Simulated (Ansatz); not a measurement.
# InH3 (SMILES [InH3]): the energy, rung by rung

InH3: 4 atoms, total charge 0, spin state singlet. SMILES: `[InH3]`. The shape was relaxed beforehand at B3LYP/def2-SVP.

Each level gives the adiabatic ionisation energy (to the doublet cation, shapes relaxed at B3LYP/def2-SVP, no zero-point term) (eV). The values are calculated.

| level | kind | program | value (eV) | less CCSD(T)/def2-TZVPP | CPU time (all runs) |
| --- | --- | --- | --- | --- | --- |
| HF/def2-TZVPP (core potential) | Hartree–Fock | Ansatz | 8.60 | -1.06 | 0.79 s |
| SVWN5/def2-TZVPP (core potential) | LDA | Ansatz | 9.73 | +0.07 | 1.2 s |
| BLYP/def2-TZVPP (core potential) | GGA | Ansatz | 9.43 | -0.23 | 2.7 s |
| r2SCAN/def2-TZVPP (core potential) | meta-GGA | Ansatz | 9.54 | -0.12 | 4.5 s |
| CAM-B3LYP/def2-TZVPP (core potential) | range-separated hybrid | Ansatz | 9.74 | +0.08 | 3.1 s |
| wB97M-V/def2-TZVPP (core potential) | range-separated hybrid | Ansatz | 9.73 | +0.07 | 9.2 s |
| MP2/def2-TZVPP (core potential) | perturbation theory | Ansatz | 9.50 | -0.16 | 1.6 s |
| CCSD(T)/def2-TZVPP (core potential) | coupled cluster or CI | Ansatz | 9.66 | 0.00 | 8.4 s |

CCSD(T)/def2-TZVPP (core potential) is the highest level here, not the true value. Spin-orbit coupling, which can split open shells on such heavy atoms by tenths of an eV, is left out. The values span 8.60 to 9.74 eV. In the correlated wave-function rows the outer d shell of In is correlated, in sets not made for it. CPU times are rough (shared hosts, several kinds of processor): they show what a rung costs within a factor of a few.

Electron correlation decides the ionisation energy of InH3. Hartree–Fock gives 8.60 eV against 9.66 eV with CCSD(T), and MP2 already recovers most of the gap. The electron leaves an In–H bonding level, the degenerate σ set of a planar trihydride, with much hydrogen character. Ionisation therefore breaks up a bonding pair and loses its correlation energy, so a method without that energy places the neutral molecule too high relative to the cation.

The density functionals all include correlation and lie far closer to CCSD(T), but not in the order of their rungs: LDA matches wB97M-V at 9.73 eV, while BLYP and r2SCAN fall lower. The good LDA value probably reflects cancelling exchange and correlation errors, and one molecule can't rank the functionals more generally.

A hole in a degenerate bonding level should drive a Jahn–Teller distortion, so the cation probably relaxes strongly. The adiabatic energy therefore doesn't fix the maximum of the first photoelectron band, which may lie well above it.
